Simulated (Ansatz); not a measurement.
## Gd: the change of energy above lowest point with volume scale

Free energy against uniform scaling of the volume at fixed shape and fractions; periodic cell, basis, potentials, k mesh and filling as listed. The results are calculated, by Ansatz 0.2.0.

The cell before it is scaled or strained (space group Fm-3m, No. 225):
```
cell vectors (Å)
   0.0000     2.5858     2.5858
   2.5858     0.0000     2.5858
   2.5858     2.5858     0.0000
atoms (fractions of the cell vectors)
Gd  0.00000  0.00000  0.00000
```

Settings of every row: functional LDA; dispersion none; potentials all-electron LAPW; k mesh 10x10x10; k shift 0x0x0; occupations fermi dirac; smearing width 0.05 eV; spin collinear; basis error target 0.001 eV/atom.

Limits: coarse k mesh, up to 40 meV an atom off; minimum outside the range; state may not be the lowest; the cell comes from a prototype or a list of computed structures and needn't be the stable phase; with one magnetic atom in the cell only parallel moments are possible.

| row | volume scale | V (Å³/atom) | energy above lowest point (meV/atom) |
| --- | --- | --- | --- |
| 1 | 0.92 | 31.813 | 0 |
| 2 | 0.96 | 33.196 | 34.4 |
| 3 | 1 | 34.579 | 76.6 |
| 4 | 1.04 | 35.962 | ? |
| 5 | 1.08 | 37.346 | 177.2 |

Question: what energy above lowest point should row 4 give?

Worked fit of energy above lowest point. Take u = (V_r/V)^(2/3) − 1 with V_r = 33.888 Å³ an atom, which is twice the finite (Eulerian) strain; such expansions in the strain, on which the Birch-Murnaghan equation of state is built, carry the rest volume and the bulk modulus. The shown rows have u = 0.04302, 0.01385, -0.01337, -0.06272. Least squares give energy above lowest point = 54.68 − 1549.1 × u + 6449 × u² meV/atom; a straight line predicts inner rows, each left out in turn, worse (root mean square 11 against 0.13 meV/atom). The rows lie off it by 0.0, -0.1, 0.1, 0.0. The withheld row has u = -0.03883, so the fit gives 54.68 − 1549.1 × (-0.03883) + 6449 × (-0.03883)² = 124.6 meV/atom.

The calculation gave 124.6 meV/atom. The fit meets it to the printed digit.
